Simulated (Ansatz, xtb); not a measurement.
**Relative energy of two isomers of C3H8Cl2Ge**

Structure a is `C[CH2][Ge]([CH3])([Cl])[Cl]`, a singlet and structure b is `C[CH](C)[GeH]([Cl])[Cl]`, a singlet. Both are isolated molecules in the gas phase, relaxed with B3LYP/6-31G*; the shapes shown needn't be the lowest conformers.

a (Å):

```yaml
atoms:
  - { symbol: C, position_ang: [-0.5086, -1.0144, 0.2456] }
  - { symbol: C, position_ang: [-0.4597, -1.9225, 1.4813] }
  - { symbol: C, position_ang: [2.1107, -0.3347, 3.0026] }
  - { symbol: Cl, position_ang: [-1.0435, 0.6128, 3.6270] }
  - { symbol: Cl, position_ang: [0.2101, -2.4995, 4.7242] }
  - { symbol: Ge, position_ang: [0.2894, -1.0477, 3.0763] }
  - { symbol: H, position_ang: [0.4908, -0.6792, -0.0550] }
  - { symbol: H, position_ang: [-0.9433, -1.5504, -0.6064] }
  - { symbol: H, position_ang: [-1.1218, -0.1254, 0.4260] }
  - { symbol: H, position_ang: [0.1550, -2.8129, 1.3028] }
  - { symbol: H, position_ang: [-1.4590, -2.2700, 1.7624] }
  - { symbol: H, position_ang: [2.8111, -1.1449, 2.7808] }
  - { symbol: H, position_ang: [2.3602, 0.1074, 3.9695] }
  - { symbol: H, position_ang: [2.1741, 0.4318, 2.2253] }
```

b (Å):

```
atom    x (Å)    y (Å)    z (Å)
   C   0.7650  -1.5916   0.5570
   C   0.3270  -1.5207   2.0279
   C   1.5060  -1.3356   2.9913
  Cl  -0.1289   1.8570   1.8939
  Cl  -1.7808  -0.1178   4.3123
  Ge  -1.0346  -0.1043   2.2542
   H   1.2741  -0.6720   0.2474
   H   1.4688  -2.4221   0.4165
   H  -0.0796  -1.7577  -0.1221
   H  -0.2174  -2.4383   2.2908
   H   2.2157  -2.1651   2.8763
   H   1.1798  -1.3147   4.0361
   H   2.0456  -0.4048   2.7847
   H  -2.2795  -0.1758   1.3418
```

Problem. Estimate which is lower in electronic energy at CCSD(T)/def2-SVP + ΔMP2/def2-TZVPP, and by roughly how much.

Solution. The CCSD(T)/def2-SVP + ΔMP2/def2-TZVPP calculation puts structure a lower, by 10.7 kcal/mol.

Level by level:

| level | geometry | E(b) − E(a) (kcal/mol) | departure from the last row (kcal/mol) | job, with rough time for the two |
| --- | --- | --- | --- | --- |
| GFN2-xTB | GFN2-xTB | −2.3 | −13.1 | optimisation, 0.48 s |
| HF/STO-3G | GFN2-xTB | +12.6 | +1.8 | single point, 1.7 s |
| r2SCAN-D4/def2-SVP | GFN2-xTB | +8.8 | −2.0 | single point, 9.3 s |
| B3LYP/6-31G* | B3LYP/6-31G* | +10.0 | −0.7 | optimisation, 2.4 min |
| HF/def2-SVP | B3LYP/6-31G* | +9.4 | −1.4 | part of the CCSD(T) run |
| MP2/def2-SVP | B3LYP/6-31G* | +7.7 | −3.0 | part of the CCSD(T) run |
| CCSD(T)/def2-SVP | B3LYP/6-31G* | +7.0 | −3.8 | single point |
| CCSD(T)/def2-SVP + ΔMP2/def2-TZVPP | B3LYP/6-31G* | +10.7 |  | single point, 2.6 min |

As drawn, b has 1 C–C, 1 Ge–H in place of 1 C–Ge, 1 C–H.

GFN2-xTB puts the two in the other order. The largest departure from CCSD(T)/def2-SVP + ΔMP2/def2-TZVPP is that of GFN2-xTB, 13.1 kcal/mol. The last row adds to CCSD(T) the change of the MP2 difference between the two basis sets, here +3.8 kcal/mol, a large step that makes the value less sure.

With harmonic frequencies from B3LYP/6-31G* (ideal gas, rigid rotor, one conformer each, 298.15 K, 1 atm): on the last row, ΔE + ΔZPE = +10.2 kcal/mol. A mode under 50 cm⁻¹ makes harmonic enthalpies and free energies unreliable, so none is given.

The correlated steps freeze 22 core orbitals; the filled d shell of Ge is correlated, in a basis made for valence electrons. Codes used: Ansatz 0.2.0, xtb 6.7.1; the last row on 2 threads of Intel(R) Xeon(R) Platinum 8259CL CPU @ 2.50GHz (Skylake/Cascade Lake) on a shared host.

The ethyl(methyl) germane a lies below the isopropyl germane b, and every level except GFN2-xTB agrees on that order. The cause is mainly the exchange of bonds: a C–H bond is considerably stronger than a Ge–H bond, because the compact carbon valence orbitals overlap better with hydrogen 1s, and this outweighs the advantage of C–C over C–Ge. Branching in the alkyl group is probably a smaller influence.

Hartree–Fock already gives the preference, so it doesn't originate in electron correlation. In the small basis correlation narrows the gap, and the basis-set step widens it again, so the closeness of HF/def2-SVP to the final value is partly cancellation. The reversed order in GFN2-xTB probably reflects its parametrised balance of Ge–H and Ge–C bonding rather than its geometries, since r2SCAN-D4 on those same structures favours a. Zero-point energy trims the gap slightly, as expected when a stiff C–H stretch replaces a softer Ge–H one. The energy difference says nothing about the barrier to interconversion.
